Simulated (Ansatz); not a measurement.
# TiSe: the change of energy above given cell and pressure with volume ratio

Results calculated with Ansatz 0.2.0, not measured. Plane-wave density functional theory, PAW datasets, Gaussian smearing 0.05 eV: equation of state, the given cell scaled in volume with shape and atoms relaxed at each volume.

The cell before it is scaled or strained (space group P6_3/mmc, No. 194):
```
cell vectors (Å)
   3.3569     0.0000     0.0000
  -1.6784     2.9071     0.0000
   0.0000     0.0000     6.7562
atoms (fractions of the cell vectors)
Ti  0.00000  0.00000  0.00000
Ti  0.00000  0.00000  0.50000
Se  0.33330  0.66670  0.25000
Se  0.66670  0.33330  0.75000
```

Settings of every row: paw set soft_2; functional PBEsol; spin treatment collinear; moment partition spheres; spin axis none; wave cutoff 420 eV; k mesh 10x10x6; symmetry use detected.

Atom hubbard u: 0 on all atoms.

Limits: not tested for a lower state; starting moments were lost; the cell comes from a prototype or a list of computed structures and needn't be the stable phase.

```csv
row,volume ratio,V (Å³/atom),energy above given cell (meV per atom),pressure (GPa)
1,0.96,15.824,10.82,5.518
2,0.98,16.154,2.58,2.609
3,1,16.483,0,-0.001
4,1.02,16.813,?,?
5,1.04,17.143,9.56,-4.443
```

Question: what energy above given cell and pressure should row 4 give?

Worked fit of energy above given cell. Take u = (V_r/V)^(2/3) − 1 with V_r = 16.319 Å³ an atom, which is twice the finite (Eulerian) strain; such expansions in the strain, on which the Birch-Murnaghan equation of state is built, carry the rest volume and the bulk modulus. The shown rows have u = 0.02075, 0.0068, -0.00664, -0.03231. Least squares give energy above given cell = 0.622 + 190.97 × u + 14473.4 × u² meV per atom; a straight line predicts inner rows, each left out in turn, worse (root mean square 6.4 against 0.02 meV per atom). The rows lie off it by 0.00, -0.01, 0.01, 0.00. Its lowest point lies at u = -0.0066, or V = 16.48 Å³ an atom, and the curvature there gives the bulk modulus with shape and atoms relaxed, B = (4/9)(1 + u)² E″(u)/V = 123 GPa. The withheld row has u = -0.01969, so the fit gives 0.622 + 190.97 × (-0.01969) + 14473.4 × (-0.01969)² = 2.47 meV per atom.

The calculation gave 2.5 meV per atom. The fit lies 0.03 meV per atom (1.2 % of the value, 0.28 % of the column's range) below it; its largest miss of a shown row is 0.01 meV per atom.

Worked fit of pressure. Take u = (V_r/V)^(2/3) − 1 with V_r = 16.319 Å³ an atom, which is twice the finite (Eulerian) strain; such expansions in the strain, on which the Birch-Murnaghan equation of state is built, carry the rest volume and the bulk modulus. The shown rows have u = 0.02075, 0.0068, -0.00664, -0.03231. Least squares give pressure = 1.2642 + 193.928 × u + 534.95 × u² GPa; a straight line predicts inner rows, each left out in turn, worse (root mean square 0.24 against 0.0028 GPa). The rows lie off it by -0.001, 0.001, -0.001, 0.000. The pressure vanishes at u = -0.0066, or V = 16.48 Å³ an atom, and there the bulk modulus with shape and atoms relaxed is B = −V dP/dV = (2/3)(1 + u) dP/du = 124 GPa. The withheld row has u = -0.01969, so the fit gives 1.2642 + 193.928 × (-0.01969) + 534.95 × (-0.01969)² = -2.347 GPa.

The calculation gave -2.341 GPa. The fit lies 0.006 GPa (0.06 % of the column's range) below it; its largest miss of a shown row is 0.001 GPa.
